## How far does a free-electron count reach into the empty states of In2Hg?

A density of states gives the number of electron states a solid offers in each interval of energy. Below the Fermi level these states are filled; above it they are empty, and they are the ones that take up an electron when light is absorbed. The table follows the density for a cell of four indium and two mercury atoms, from the bottom of the valence band into the empty states. The density climbs steeply up to the last known bin, at 2.23 eV. Does the density go on rising in the next two bins, and which orbitals carry it?

Density of states of In2Hg (P6_3/mmc, six atoms in an unrelaxed cell), computed with Ansatz 0.2.0 using r2SCAN, plane waves with a 500 eV cutoff and scalar-relativistic PAW datasets, without spin polarization. The k-mesh is 6×6×4, with Gaussian filling of width 0.0111 eV; orbital projections are summed over all atoms of an element.

```
bin centre from the Fermi level (eV)  total (states/eV/cell)  on Hg d (states/eV/cell)  on In p (states/eV/cell)  on In s (states/eV/cell)
                              -10.28                    0.00                      0.00                      0.00                      0.00
                               -9.78                    0.10                      0.00                      0.01                      0.06
                               -9.28                    0.60                      0.01                      0.13                      0.31
                               -8.78                    1.08                      0.10                      0.31                      0.46
                               -8.28                    3.45                      1.62                      0.66                      0.87
                               -7.78                   19.81                     17.69                      0.97                      1.00
                               -7.28                   18.42                     17.55                      0.47                      0.22
                               -6.78                    1.82                      0.78                      0.48                      0.37
                               -6.28                    2.02                      0.48                      0.74                      0.48
                               -5.78                    1.05                      0.17                      0.41                      0.23
                               -5.28                    1.96                      0.22                      0.80                      0.51
                               -4.78                    1.79                      0.15                      0.71                      0.55
                               -4.28                    2.08                      0.14                      0.81                      0.73
                               -3.77                    2.33                      0.14                      0.82                      0.95
                               -3.27                    2.54                      0.14                      0.65                      1.29
                               -2.77                    2.64                      0.10                      0.83                      1.21
                               -2.27                    1.34                      0.04                      0.51                      0.56
                               -1.77                    1.30                      0.03                      0.61                      0.44
                               -1.27                    2.00                      0.05                      1.27                      0.44
                               -0.78                    2.64                      0.05                      1.70                      0.53
                               -0.28                    2.98                      0.05                      1.84                      0.65
                                0.23                    2.70                      0.05                      1.68                      0.53
                                0.72                    2.22                      0.04                      1.50                      0.33
                                1.23                    2.27                      0.03                      1.56                      0.29
                                1.73                    3.10                      0.04                      2.07                      0.35
                                2.23                    3.54                      0.04                      2.29                      0.43
                                2.73                       ?                         ?                         ?                         ?
                                3.23                       ?                         ?                         ?                         ?
```

The column "total" counts all states per electronvolt and cell. The other columns give the parts that resemble a mercury d, an indium p or an indium s orbital. Each value is a mean over a bin 0.5 eV wide, so multiplying it by 0.5 eV gives the number of electrons the bin can hold.

### Which electrons form the broad band

Summed up to the Fermi level, the bins hold 36 electrons. Nearly 20 of them sit on mercury d, most of them in the two bins at -7.78 and -7.28 eV. This is the filled 5d shell of two mercury atoms, ten electrons each. The shell is compact and overlaps little with its neighbours, so its levels stay close together. In nature the block would be less narrow, because spin-orbit coupling, left out here, splits it by nearly 2 eV. It would probably also lie somewhat deeper, since functionals of this kind tend to place filled d shells too close to the Fermi level.

About 16 electrons remain, and they are spread over some 10 eV. That is the number chemistry suggests: three outer s and p electrons from each indium atom and two s electrons from each mercury atom. Their orbitals overlap strongly with those of the neighbouring atoms and merge into waves that run through the whole crystal. The simplest picture of such waves ignores the atoms and treats the 16 electrons as free particles in a box of the same volume.

### The free-electron estimate

The cell has a volume of $6\times25.58=153.5$ Å³, so the electron density is $n=16/153.5=0.1042$ Å⁻³. Electrons fill the waves from the longest wavelength down to a limit set by the Fermi wave number,

$$k_F=(3\pi^2 n)^{1/3}=1.456\ \text{Å}^{-1}.$$

The energy of that last wave, measured from the bottom of the band, is

$$E_F=\frac{\hbar^2k_F^2}{2m}=3.81\times1.456^2\approx8.08\ \text{eV}.$$

For $N=16$ free electrons the density of states at an energy $E$ from the Fermi level is

$$D(E)=\frac{3N}{2E_F}\sqrt{\frac{E_F+E}{E_F}}.$$

At the Fermi level this gives $24/8.08=2.97$ states per eV and cell. The computed bin just below it, at -0.28 eV, has 2.98. Such close agreement in one bin must not be overrated: exactly at the Fermi level the computed density is clearly lower than this bin's mean, and other bins lie far from the curve.

### Why the real curve has dips

At -1.77 eV the computed density is 1.30, about half the free-electron value. The standard explanation is the lattice. An electron wave whose length fits the spacing of atomic planes is reflected by them, and the reflected and incoming waves combine into two standing waves. One piles up charge where the potential is low and drops in energy; the other avoids those places and rises. States are thereby moved out of the energies in between, and the density sags there.

The orbital columns show that the character of the states changes across this dip. At -3.27 eV indium s outweighs indium p by two to one, whereas in every known bin above -2 eV indium p is the larger. This order is inherited from the atom, where the 5s electron comes closer to the nucleus than the 5p electron and is bound more tightly. In the crystal the two kinds mix, so the order is not strict: in the bins from -7.28 to -4.28 eV indium p is again the larger. Taken as a whole, though, the part of the band below the dip has more s character than the part above it.

The lattice shifts states in energy without changing how many the orbitals supply. Some of those absent from the dip must therefore turn up elsewhere. The computed band does begin deeper than the free-electron one: 1.75 electrons outside mercury d lie in bins centred below -8 eV, close to or beneath the bottom of the free-electron band. The simple count thus gives the general height of the curve, while the lattice decides where the dips fall. In this case the lattice was made by swapping elements in a known structure type and was not relaxed, so the positions of the dips belong to this cell. The limited mesh of wave vectors may also shape the fine structure, which makes the height of any single bin less certain than the broad course of the curve.

### The forecast

The free-electron curve rises only as a square root, so it is nearly flat by 2.73 eV:

$$D(2.73)=2.97\sqrt{\frac{8.08+2.73}{8.08}}\approx3.4 .$$

At 3.23 eV the same formula gives 3.5. In the known bins above -6 eV the curve misses by 0.6 (root mean square), and on average it is too high. The forecasts for the total are therefore 3.4 ± 0.6 and 3.5 ± 0.6: the steep climb levels off. If the last step upward simply repeated itself, the values would be about 4.0 and 4.4, and only the second bin could separate the two ideas clearly.

For the orbitals, the mean shares of the five known bins above the Fermi level are applied to the curve. Indium p should again be the largest part, with 2.3 ± 0.4 in both bins. Indium s should reach 0.5 ± 0.2 in both, with a bar about twice the typical miss because five bins are a thin basis. Mercury d, whose shell is full and lies far below, should stay under 0.1.

### The computed values

The withheld rows as computed:

```
bin centre from the Fermi level (eV)  total (states/eV/cell)  on Hg d (states/eV/cell)  on In p (states/eV/cell)  on In s (states/eV/cell)
                                2.73                    3.16                      0.03                      2.11                      0.31
                                3.23                    2.04                      0.02                      1.45                      0.13
```

At 2.73 eV every forecast holds, though indium s, at 0.31, only just. The total of 3.16 is nearer to the free-electron curve than to the continued climb. Even here the density has not merely levelled off but turned down from 3.54.

At 3.23 eV the forecast fails. The total is 2.04 where 3.5 was predicted, a miss of about two and a half error bars and larger than any in the known bins above -6 eV. The continued climb does worse still. Indium p and indium s also fall below their ranges, and only the small mercury d part comes out as predicted.

The make-up of the states was foreseen better than their number. Indium p is still the largest part, with $1.45/2.04=0.71$ of the total against an assumed share of 0.66, so its forecast failed mainly because the total did. Indium s fell further than the total, which shows that a constant s share was too simple. The division between atoms is itself somewhat soft: the table has no column for mercury p, an indium p orbital reaches over the neighbouring mercury atoms, and another way of projecting could assign part of its weight to them.

### Why the forecast missed

At 3.23 eV the computed density again lies well below the free-electron curve, and the likely cause is again the lattice. The table ends there, so it does not show whether the density recovers, as it does above the dip at -1.77 eV. That dip lies 1.33 states per eV and cell below the curve, nearly as far as the 1.48 found here, so a drop of this size is not out of character for the crystal. The error bar was badly shaped for such an event. In the known bins above -6 eV the lattice takes large bites out of the curve but adds only small bumps to it, so an honest bar should have reached much further down than up.

Another suspect can be ruled out. A program solves for the filled bands and a limited number of empty ones, and where that list ends, the density sinks simply because states are absent. In this run the list is complete up to nearly 4 eV above the Fermi level, well past the end of the last bin. No band is missing from either of the withheld bins.

The exact depth of the fall is less certain, since a denser mesh of wave vectors could change the value of a single bin. Nor does the table show which atomic planes cause it. The free-electron curve knows only the number of outer electrons and the volume, so it can give the general height of the density but not the places where the lattice cuts into it. A sharper forecast for a single bin would need the bands of the crystal itself. The output below lists the free-electron estimates beside the computed values.

Numerical output:

```
free-electron Fermi energy above band bottom, eV: 8.077
free-electron density at the Fermi level, states/eV/cell: 2.971
electrons in all bins below the Fermi level: 35.98
of these on Hg d: 19.75
of these not on Hg d: 16.22
electrons not on Hg d in bins centred below -8 eV: 1.75
rms miss of free-electron total, known bins above -6 eV: 0.5933
mean miss (model less computed), same bins: 0.3065
miss at -1.77 eV: 1.326
miss at -0.28 eV: -0.06055
miss at 1.23 eV: 0.9196
miss at 2.23 eV: -0.1834
ratio In p to In s at -3.27 eV: 0.5039
ratio In p to In s at 2.23 eV: 5.326
mean In p share of total, known bins above Fermi level: 0.66
mean In s share of total, same bins: 0.1414
rms miss of In p model, same bins: 0.3755
rms miss of In s model, same bins: 0.1125
forecast total at 2.73 and 3.23 eV (error bar 0.6): 2.73 3.437, 3.23 3.516
computed total at 2.73 and 3.23 eV: 2.73 3.16, 3.23 2.04
miss of forecast total (forecast less computed): 2.73 0.2771, 3.23 1.476
rival straight-line total at 2.73 and 3.23 eV: 2.73 3.98, 3.23 4.42
miss of rival straight line: 2.73 0.82, 3.23 2.38
forecast In p at 2.73 and 3.23 eV (error bar 0.4): 2.73 2.268, 3.23 2.32
computed In p at 2.73 and 3.23 eV: 2.73 2.11, 3.23 1.45
miss of forecast In p: 2.73 0.1583, 3.23 0.8702
forecast In s at 2.73 and 3.23 eV (error bar 0.2): 2.73 0.4861, 3.23 0.4972
computed In s at 2.73 and 3.23 eV: 2.73 0.31, 3.23 0.13
miss of forecast In s: 2.73 0.1761, 3.23 0.3672
computed Hg d at 2.73 and 3.23 eV (forecast below 0.1): 2.73 0.03, 3.23 0.02
```
